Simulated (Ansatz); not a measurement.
# Cu: pressure and energy change per atom against volume scale

All results are calculated (Ansatz 0.2.0). Plane-wave DFT, scalar-relativistic PAW made under PBE with cores redone for the functional, no dispersion; the given relaxed cell is scaled uniformly, energy at zero smearing counts from the unscaled cell, pressure at the given Fermi-Dirac smearing is positive in compression.

The cell before it is scaled or strained (space group Pm-3m, No. 221):
```
cell vectors (Å)
   2.3691     0.0000     0.0000
   0.0000     2.3691     0.0000
   0.0000     0.0000     2.3691
atoms (fractions of the cell vectors)
Cu  0.00000  0.00000  0.00000
```

Settings of every row: spin polarised no; functional r2SCAN; wave cutoff 500 eV; smearing width 0.1 eV; k mesh 15x15x15.

Atom starting moment: 0 on all atoms.

Limits: the cell comes from a prototype or a list of computed structures and needn't be the stable phase.

| row | volume scale | V (Å³/atom) | pressure (GPa) | energy change per atom (meV) |
| --- | --- | --- | --- | --- |
| 1 | 0.88 | 11.701 | 20.77 | 90.59 |
| 2 | 0.92 | 12.233 | 12.12 | 36.67 |
| 3 | 0.96 | 12.765 | ? | ? |
| 4 | 1.04 | 13.829 | -4.21 | 7.49 |
| 5 | 1.08 | 14.361 | -7.51 | 27.39 |
| 6 | 1.12 | 14.893 | -10.09 | 56.97 |

Question: what pressure and energy change per atom should row 3 give?

Worked fit of pressure. Take u = (V_r/V)^(2/3) − 1 with V_r = 13.829 Å³ an atom, which is twice the finite (Eulerian) strain; such expansions in the strain, on which the Birch-Murnaghan equation of state is built, carry the rest volume and the bulk modulus. The shown rows have u = 0.11784, 0.08519, 0, -0.02485, -0.04821. Least squares give pressure = −4.269 + 146.3 × u + 556.69 × u² GPa; a straight line predicts inner rows, each left out in turn, worse (root mean square 1.6 against 0.16 GPa). The rows lie off it by 0.07, -0.11, 0.06, 0.05, -0.06 (root mean square 0.073 GPa). The withheld row has u = 0.05482, so the fit gives −4.269 + 146.3 × (0.05482) + 556.69 × (0.05482)² = 5.42 GPa.

The calculation gave 5.33 GPa. The fit lies 0.09 GPa (1.7 % of the value, 0.29 % of the column's range) above it; its largest miss of a shown row is 0.11 GPa.

Worked fit of energy change per atom. Take u = (V_r/V)^(2/3) − 1 with V_r = 13.829 Å³ an atom, which is twice the finite (Eulerian) strain; such expansions in the strain, on which the Birch-Murnaghan equation of state is built, carry the rest volume and the bulk modulus. The shown rows have u = 0.11784, 0.08519, 0, -0.02485, -0.04821. Least squares give energy change per atom = 7.008 − 539.094 × u + 10551.5 × u² meV; a straight line predicts inner rows, each left out in turn, worse (root mean square 30 against 1.4 meV). The rows lie off it by 0.59, -0.99, 0.48, 0.47, -0.55 (root mean square 0.65 meV). The withheld row has u = 0.05482, so the fit gives 7.008 − 539.094 × (0.05482) + 10551.5 × (0.05482)² = 9.16 meV.

The calculation gave 8.29 meV. The fit lies 0.87 meV (10 % of the value, 1 % of the column's range) above it; its largest miss of a shown row is 0.99 meV.
